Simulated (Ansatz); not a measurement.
## Ligand exchange: CH5N + Si(CH3)(OH)2(SiH3) → H3NO + Si(CH3)2(OH)(SiH3)

Species: CH5N (methylamine) `CN`, singlet; Si(CH3)(OH)2(SiH3), singlet; H3NO (hydroxylamine) `NO`, singlet; Si(CH3)2(OH)(SiH3), singlet. The partners trade CH3 for OH: N–CH3 and Si–OH bonds give way to N–OH and Si–CH3.

Shapes, held fixed at every level: PBE0-D4/def2-TZVP. Flexible molecules stand in one conformer, not always the lowest. Programs: Ansatz 0.2.0. Electronic energies: no zero-point or thermal term.

**Question.** Estimate ΔE of this reaction.

**Answer.** The highest level, CCSD(T)/CBS estimate, gives ΔE = +253.9 kJ/mol; the levels span +228.9 to +254.0. The column of differences is taken from that level and isn't an error. No measured value is set beside it here. The CBS estimate extrapolates MP2 from def2-TZVPP and def2-QZVPP and adds CCSD(T) − MP2 in the triple-zeta set, cores frozen.

| level | kind | ΔE (kJ/mol) | less CCSD(T)/CBS estimate |
| --- | --- | --- | --- |
| PBE-D4/def2-TZVPP | GGA | +228.9 | -25.0 |
| r2SCAN-D4/def2-TZVPP | meta-GGA | +245.0 | -8.9 |
| PBE0-D4/def2-TZVPP | global hybrid | +239.6 | -14.3 |
| wB97M-V/def2-TZVPP | range-separated hybrid | +245.9 | -8.0 |
| B2PLYP/def2-TZVPP | double hybrid | +253.9 | 0.0 |
| CCSD(T)/def2-TZVPP | coupled cluster or CI | +250.1 | -3.8 |
| CCSD/def2-TZVPP | coupled cluster or CI | +254.0 | +0.1 |
| CCSD(T)/CBS estimate | coupled cluster or CI | +253.9 | 0.0 |

The exchange is strongly endothermic at every level, so its direction doesn't depend on the treatment of correlation. The reactants hold the better pairing of partners: Si–O is strong and highly polar because the electronegativities differ widely, whereas N–O joins two electronegative atoms whose adjacent lone pairs repel. Swapping C–N for N–O and Si–O for the less polar Si–C therefore costs energy on both centres.

PBE gives the smallest penalty, probably because it overbinds N–O relative to the other bonds. Exact exchange raises the value from PBE to PBE0, but r2SCAN, which has none, lies higher than PBE0, so exchange admixture is not the only route to improvement. The near-coincidence of CCSD/def2-TZVPP with the CBS estimate reflects cancellation: triples lower the reaction energy, while extending the basis raises it by almost as much. B2PLYP's match may likewise be partly fortuitous and doesn't establish its accuracy for related exchanges. The total energy alone can't apportion the cost between the nitrogen and silicon centres.
